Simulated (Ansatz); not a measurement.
Sn: the change of pressure with volume scale

All results are calculated (Ansatz 0.2.0). Periodic Kohn-Sham DFT of a crystal at fixed atoms, scaled to volume_scale times the given cell; pressure positive in compression, energy less spherical unpolarised free atoms, largest_vzz the field gradient of largest size among the nuclei.

The cell before it is scaled or strained (space group I4_1/amd, No. 141):
```
cell vectors (Å)
  -2.9159     2.9159     1.5907
   2.9159    -2.9159     1.5907
   2.9159     2.9159    -1.5907
atoms (fractions of the cell vectors)
Sn  0.00000  0.00000  0.00000
Sn  0.75000  0.25000  0.50000
```

Settings of every row: method frozen-core PAW; functional LDA; relativity scalar; k mesh 15x15x15; filling fermi-dirac; smearing width 0.05 eV; wave cutoff 420 eV; paw set soft_2.

Atom start moment: 0 on all atoms.

Limits: PAW files made with PBE; field gradient without spin-orbit coupling on heavy atoms; no gap: field gradients move with the k mesh.

| row | volume scale | V (Å³/atom) | pressure (GPa) | largest V_zz (1e21 V/m^2) |
| --- | --- | --- | --- | --- |
| 1 | 0.94 | 25.427 | 1.878 | 4.762 |
| 2 | 0.9405 | 25.44 | 1.841 | 4.76 |
| 3 | 0.96 | 25.964 | 0.502 | 4.678 |
| 4 | 0.98 | 26.509 | ? | ? |
| 5 | 0.99 | 26.779 | -1.274 | 4.549 |
| 6 | 1 | 27.048 | -1.798 | 4.508 |
| 7 | 1.01 | 27.32 | -2.292 | 4.47 |
| 8 | 1.02 | 27.587 | -2.757 | 4.435 |
| 9 | 1.04 | 28.132 | -3.606 | 4.373 |
| 10 | 1.06 | 28.673 | -4.358 | 4.322 |

Question: what pressure should row 4 give?

Worked fit of pressure. Take u = (V_r/V)^(2/3) − 1 with V_r = 27.048 Å³ an atom, which is twice the finite (Eulerian) strain; such expansions in the strain, on which the Birch-Murnaghan equation of state is built, carry the rest volume and the bulk modulus. The shown rows have u = 0.04206, 0.04171, 0.02764, 0.00669, 0, -0.00665, -0.01307, -0.02586, -0.03815. Least squares give pressure = −1.7982 + 76.638 × u + 253.19 × u² GPa; a straight line predicts inner rows, each left out in turn, worse (root mean square 0.17 against 0.0066 GPa). The rows lie off it by 0.005, 0.002, -0.012, 0.000, 0.000, 0.005, 0.000, 0.005, -0.005 (root mean square 0.0052 GPa). The pressure vanishes at u = 0.0219, or V = 26.18 Å³ an atom, and there the bulk modulus at fixed shape and fractions is B = −V dP/dV = (2/3)(1 + u) dP/du = 59.8 GPa. Letting shape and atoms relax would as a rule lower it, by much in layered, chain or molecular crystals. The withheld row has u = 0.01351, so the fit gives −1.7982 + 76.638 × (0.01351) + 253.19 × (0.01351)² = -0.717 GPa.

The calculation gave -0.717 GPa. The fit meets it to the printed digit.

The other values of row 4: largest V_zz 4.591 1e21 V/m^2.
